Dear colleague,

The high-spin low-spin gap that a hybrid functional gives for Fe²⁺ on a Mg site in MgO depends on the exact-exchange fraction $a$, so you should be given the curve $G(a)=E_{\rm HS}-E_{\rm LS}$ and not one number. Negative $G$ means high spin (HS, $t_{2g}^4e_g^2$) lies below low spin (LS, $t_{2g}^6$). Here is what that curve costs over $0\le a\le 0.5$. I write $s=a-a_0$ with $a_0=0.25$ and half-width $h=0.25$.

**Exact relations.** Take a global hybrid $E_{xc}=aE_x^{\rm HF}+(1-a)E_x^{\rm DFA}+E_c$, where DFA is the semilocal approximation, and let $\theta$ be the orbital rotations. The energy expression is linear in $a$: $e(\theta,a)=e_0(\theta)+aX(\theta)$ with $X=E_x^{\rm HF}-E_x^{\rm DFA}$. At self-consistency $e_\theta=0$, so

$$\frac{dE}{da}=X(\theta_a),\qquad A\theta'=-X_\theta,\qquad \frac{d^2E}{da^2}=-X_\theta^{T}A^{-1}X_\theta\le 0 .$$

Here $A=e_{\theta\theta}$ is positive at a minimum, and the middle equation is the $a$-derivative of $e_\theta=0$. Each state's energy is concave, and its tangent is an upper bound. The gap is a difference of two concave functions and may curve either way. The cubic coefficient needs only $\theta'$ (the $2n+1$ rule): $E'''/6=\tfrac16e_{\theta\theta\theta}\theta'^3+\tfrac12X_{\theta\theta}\theta'^2$.

For a property $P=dE/dF$, mixed derivatives commute, so $dP/da=dX/dF$. This is the total derivative, with the orbitals relaxed to $F$. Read the other way, $dP/da=e_{Fa}+e_{F\theta}\theta'$, and one solve for $\theta'$ serves every $F$. With enthalpies minimised over volume at zero temperature, $\partial G/\partial p=\Delta V=V_{\rm HS}-V_{\rm LS}$, and the crossover condition $G(p_c,a)=0$ gives $dp_c/da=-\Delta X/\Delta V$, with $\Delta X=X_{\rm HS}-X_{\rm LS}$. For an assumed $\Delta V=2\times10^{-6}$ m³ mol⁻¹, 1 kJ mol⁻¹ in $G$ is 0.5 GPa in $p_c$.

**Which $a$ matters.** Fill a localised spin orbital with occupation $f$, all orbitals frozen. Its Hartree self-energy is $\tfrac12Jf^2$ and its exact exchange $-\tfrac12Jf^2$, so

$$\frac{\partial^2E}{\partial f^2}=(1-a)(J+\kappa_x)+\kappa_c ,$$

with $\kappa_{x},\kappa_c$ the semilocal kernels averaged over the orbital. This is linear in $a$ and vanishes at $a=1+\kappa_c/(J+\kappa_x)$, close to 1. The tuned value of a solid comes from the relaxed curvature. If the host responds as a dielectric continuum, it screens the Hartree term to $J/\varepsilon_\infty$ and leaves the exchange term alone. Without the kernels the curvature is then $J(1/\varepsilon_\infty-a)$. A typical $\varepsilon_\infty\approx3.0$ for MgO gives $a\approx0.33$. For a compact $3d$ orbital neither the continuum picture nor the neglect of the kernels is safe, which is why I keep a wide window.

**A solvable model.** Each empty $e_g$ spin orbital mixes with a filled O $2p$ combination, giving an occupied orbital $\sin\theta\,|d\rangle+\cos\theta\,|p\rangle$. LS has four such channels and HS two (minority spin). I omit $\pi$ mixing. Exact exchange raises the empty $d$ level, $\delta(s)=\delta+Ws$, so per channel

$$e=\delta(s)\sin^2\theta-2t\sin\theta\cos\theta,\qquad X=W\sin^2\theta .$$

The minimum has $\tan2\theta=2t/\delta(s)$, energy $g=\tfrac12[\delta(s)-R(s)]$ with $R=\sqrt{\delta(s)^2+4t^2}$, and $d$ weight $x=\tfrac12[1-\delta(s)/R]$. The assumed inputs, in kJ mol⁻¹ like all energies below, are $W=500$; $\delta=420$, $t=280$ for LS; $\delta=600$, $t=225$ for HS; and an ionic term $-510$. I chose the ionic term and $W$ so that $G(a_0)$ and its slope have the size typical of Fe(II) among oxygen ligands, about $-100$ and a few kJ mol⁻¹ per percentage point. All results are the model's. At $a_0$, $R=700$ and $750$, $x=0.2$ and $0.1$, $g=-140$ and $-75$. The exact gap is

$$G(s)=-510+2g_{\rm HS}-4g_{\rm LS}=-750-Ws-R_{\rm HS}(s)+2R_{\rm LS}(s),$$

which equals $-13.41$, $-100$, $-123.87$ and $-165.45$ at $a=0,\ \tfrac14,\ \tfrac13,\ \tfrac12$. An ionic slope would be linear in $a$, and every method below reproduces it exactly. A form $X=Wx(1-x)$, closer to true exchange, would add $W(4x_{\rm LS}^2-2x_{\rm HS}^2)=70$ to the slope on the same orbitals. That is nearly a quarter of the slope and larger in effect than most deviations tabulated below, so the table ranks algorithms and does not predict a gap.

With $R_0=R(0)$, $z=Ws/R_0$ and $c=-\delta/R_0$ one has $R=R_0\sqrt{1-2cz+z^2}$, whose coefficients for $n\ge2$ are $[P_{n-2}(c)-P_n(c)]/(2n-1)$ in Legendre polynomials. Hence

$$G=-100-300\,s+168.57\,s^2-65.96\,s^3+8.66\,s^4+11.26\,s^5+\dots$$

The slope is $W(2x_{\rm HS}-4x_{\rm LS})$, as $dE/da=X$ demands. If it held at the crossover, $p_c$ would move by 1.5 GPa per percentage point. The curvatures are $E''_{\rm LS}=-457.1$ and $E''_{\rm HS}=-120$, both concave, while $G''=337.1$ is convex. The interchange also holds: $P=\partial g/\partial t=-2t/R$ gives $dP/da=2tW\delta/R^3$, which equals $d(Wx)/dt$ and is $0.343$ for LS. On frozen orbitals $\partial X/\partial t=0$, so all of it is relaxation.

**How the deviation falls.** Let $G_n$ be the coefficient of $s^n$.

- T1, T2, T3 are Taylor polynomials at $a_0$: the tangent, and second and third order from one response solve. Order $n$ deviates by about $|G_{n+1}|h^{n+1}$. The branch points $R=0$ lie at $|s|=R_0/W$, which is $1.4$ for LS and $1.5$ for HS, so asymptotically each order gains $1.4/h=5.6$.
- V$m$ interpolates $m$ self-consistent energies. The remainder is the divided difference $G[s_1,\dots,s_m,s]\approx G_m$ times $\prod_i(s-s_i)$. Chebyshev nodes $s_i=h\cos[(2i-1)\pi/2m]$ make the product $2^{1-m}h^mT_m(s/h)$, whose maximum $2^{1-m}h^m$ is the smallest possible. Asymptotically each node gains the sum of the semi-axes, in units of $h$, of the ellipse with foci $\pm h$ through the nearest branch point, about 11 here.
- H$m$ is Hermite interpolation through the energies and slopes $X$ at $m$ nodes. Each node counts twice, so the product is squared, giving $|G_{2m}|\,2^{2-2m}h^{2m}$. That is twice the leading term of V$2m$ with half the points.

**How the work grows.** The unit is one Fock build per spin state. With $N$ Gaussian functions a build touches formally $N^4/8$ integrals, fewer after screening. With plane waves it takes about $N_{\rm occ}^2N_k^2$ pair transforms of cost $N_G\ln N_G$. A response iteration contracts the same integrals with the first-order density, so it also counts as one build, and ratios of counts do not depend on cell size. Near convergence the self-consistent iteration and the response iteration are governed by the same matrix $A$. I assume both halve the residual norm per build, so going from $\epsilon_0$ to $\epsilon$ takes $\lceil\log_2(\epsilon_0/\epsilon)\rceil$ builds, and that a cold start reaches $\epsilon=10^{-3}$ in 20.

The needed $\epsilon$ differs between methods. I estimate it for LS, the more sensitive state, using the norm over four channels. An energy is quadratic in the residual, $\tfrac12(2R)\epsilon^2=700\,\epsilon^2$, or $7\times10^{-4}$ at $\epsilon=10^{-3}$, and interpolation on up to four nodes amplifies it by less than a factor 2. A slope is linear in it, $2W\sin2\theta\,\epsilon=800\,\epsilon$. Carried over $h$ this is $0.2$ at $\epsilon=10^{-3}$, tolerable for T1 and T2 only. T3 and H2 need $\epsilon=10^{-5}$, which costs 7 more builds, 27 from cold, and leaves $0.002$ for T3 and $0.001$ for H2, whose lever arm is at most $h/2$. The slope is free to evaluate but not free to converge.

A restart at distance $\Delta a$ begins at $\epsilon_0=|\theta'|\Delta a$, where $|\theta'|=2Wt/R^2=0.571$. V2 needs one restart over $\sqrt2h$, 8 builds. Each restart of V3 and V4 needs 7. The tight restart of H2 needs 15. For the response the residual that matters is $\epsilon=h|\delta\theta'|$, starting from $h|\theta'|=0.143$. The stationary (Hylleraas) form of $E''$ is quadratic in it, so $10^{-3}$ suffices for T2, at 8 builds. The cubic term is linear, $2W\cos2\theta\,|\theta'|h^2\epsilon=21\,\epsilon$, so T3 goes to $10^{-4}$, at 11 builds. Its final contraction reuses the last build plus one pass over the grid, which I do not count.

**How the memory grows.** A scan holds what one self-consistent run holds, a history of $N^2$ matrices, whatever $m$ is. The response adds vectors of length $n_{\rm occ}n_{\rm virt}\le N^2/4$ per spin and never stores $A$, which would have $(n_{\rm occ}n_{\rm virt})^2$ entries. On the grid, a spin-polarised GGA has five variables, so 5 first, 15 second and 35 third derivatives per point, which can be handled in batches. A second-order response would reach fifth order in $s$ but calls for fifth functional derivatives, so I stop at T3.

| Method | Builds per state | Functional derivatives per grid point, highest order | Leading term | Largest deviation from exact $G$ | at $a$ |
|---|---|---|---|---|---|
| T1 | 20 | 5 | 10.5 | 11.6 | 0 |
| V2 | 28 | 5 | 5.3 | 5.8 | 0 |
| T2 | 28 | 15 | 1.03 | 1.05 | 0 |
| V3 | 34 | 5 | 0.26 | 0.26 | 0 |
| T3 | 38 | 35 | 0.034 | 0.042 | 0.5 |
| V4 | 41 | 5 | 0.0042 | 0.0050 | 0.5 |
| H2 | 42 | 5 | 0.0085 | 0.010 | 0.5 |

The deviations are magnitudes for fully converged orbitals. The three fourth-order entries are helped by a partial cancellation of the LS and HS parts of $G_4$, which is also why $G_5$ shows in them.

**Cheapest choice for a stated accuracy over the whole window.** For 15 kJ mol⁻¹ take T1, at 20 builds. For 2 kJ mol⁻¹, which is 1 GPa in $p_c$, take T2 at 28, or V3 at 34 if no response code for $a$ is at hand. For 0.5 take V3, for 0.1 T3 at 38, and for 0.02 V4 at 41.

**Best choice inside a budget.** With 25 builds per state only T1 fits. With 30 take T2, which at equal count deviates five times less than V2. With 36 take V3, with 40 T3 and with 45 V4. The spacing among 38, 41 and 42 is smaller than the uncertainty of my assumed convergence rate, so treat those three as equal in work. Among them V4 has the smallest deviation and needs no kernels.

Two things change the ranking. First, if you want relaxed structures, $dE/da=X$ still holds, because the nuclei are stationary too, but every new point carries an overhead of $o$ builds. V4 then costs $41+3o$ and H2 $42+o$, so H2 is cheaper once $o>\tfrac12$, at twice the deviation. T2 and T3 would need the force-constant matrix, $3N_{\rm at}$ further solves if built in full. Second, a narrower question is cheaper. From $a=0.25$ to $\tfrac13$ the tangent gives $-125$ against the exact $-123.87$, off by 1.1. All of this assumes one branch of solutions. The minority $t_{2g}$ electron of HS must stay in the same orbital, since a change of the lowest branch puts a kink in $E(a)$ that no polynomial follows.

An uncertainty of $0.05$ in $a$ itself moves the model's gap by 15 kJ mol⁻¹, or 7.5 GPa in $p_c$. That exceeds the worst deviation of the tangent, so anything beyond T2 or V3 refines the curve without sharpening the prediction, and T1 reported together with its slope already carries most of what you can use.